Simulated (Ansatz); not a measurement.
## Cu films: biaxial stress and wafer bow

Plane-wave DFT in Ansatz, PBEsol, scalar-relativistic PAW potentials, cutoff 420 eV, no spin-orbit coupling; no spin polarisation. Cu in space group P6_3/mmc, a structure that wasn't matched to a measured phase, strained equally along a and b of the conventional cell, with c and the atoms relaxed within the symmetry (a film with c along the normal). Stress is the in-plane mean, tension positive.

| strain (%) | stress (GPa) | E − E(0) (meV/atom) |
| --- | --- | --- |
| -4.5 | ? | 56.7 |
| -3.0 | -11.97 | 23.6 |
| -1.5 | -5.38 | 5.4 |
| +0.0 | 0.13 | 0.0 |
| +1.5 | 4.70 | 5.5 |
| +3.0 | 8.29 | 19.5 |
| +4.5 | 11.00 | 40.4 |

**Question.** Fit the stress, get the biaxial modulus and predict the missing row.

**Answer.** A parabola through the given rows is σ = 0.13 + 3.378 ε -0.2149 ε² GPa (ε in %), so M = dσ/dε = 338 GPa at zero. It predicts -19.42 GPa at -4.5 %; the run gave -19.61 GPa. The miss is 0.19 GPa, so the fit holds even one step beyond its range. The negative square term means that the film is stiffer in compression than in tension. The energies check it: E/V = Mε² at small strain, and a cubic fit with V = 11.32 Å³/atom gives M = 339 GPa, in agreement.

**Question.** How much does a 50 nm film at +0.2 % strain bow a 300 mm Si(001) wafer 775 μm thick?

**Answer.** The fit, without its small constant, gives σ = 0.67 GPa. Stoney's formula, κ = 6σt_f/(M_s t_s²) with M_s = 180.5 GPa for Si(001) (literature), gives |κ| = 1.85×10⁻³ m⁻¹ and a bow κr²/2 = 20.9 μm at r = 150 mm, with the film side concave (tension pulls the edges up). This assumes a single-crystal or fully textured, unrelaxed film at 0 K.

The cell has no gap in any row, so the stresses hang on mesh and smearing.

Cost: about 12 core-minutes for the runs cited, on Intel Xeon Processor @ 2.70GHz (shared hosts).

This form isn't the element's structure at ambient conditions.

The film resists compression more than tension: at 4.5 % strain of either sign, the energy cost is 56.7 meV/atom in compression but only 40.4 meV/atom in tension. This is ordinary bond anharmonicity. Squeezing copper raises the kinetic energy of its sp electrons and the repulsion between its filled d shells, whereas stretching weakens the metallic cohesion. Relaxation along the normal softens both branches but doesn't remove the asymmetry.

If the cell is a close-packed stacking, its basal plane resembles the (111) plane of fcc copper, so the modulus is a rough guide to (111)-textured films. It shouldn't be carried over to (001) grains, which are much softer because copper is strongly anisotropic. Even for (111), 338 GPa is above the value implied by measured elastic constants, probably in part because PBEsol makes copper's bonds too short and stiff. The predicted bow would then be too large for the same strain. The stress still rises at the largest tension, but this doesn't exclude an earlier shear or phonon instability.
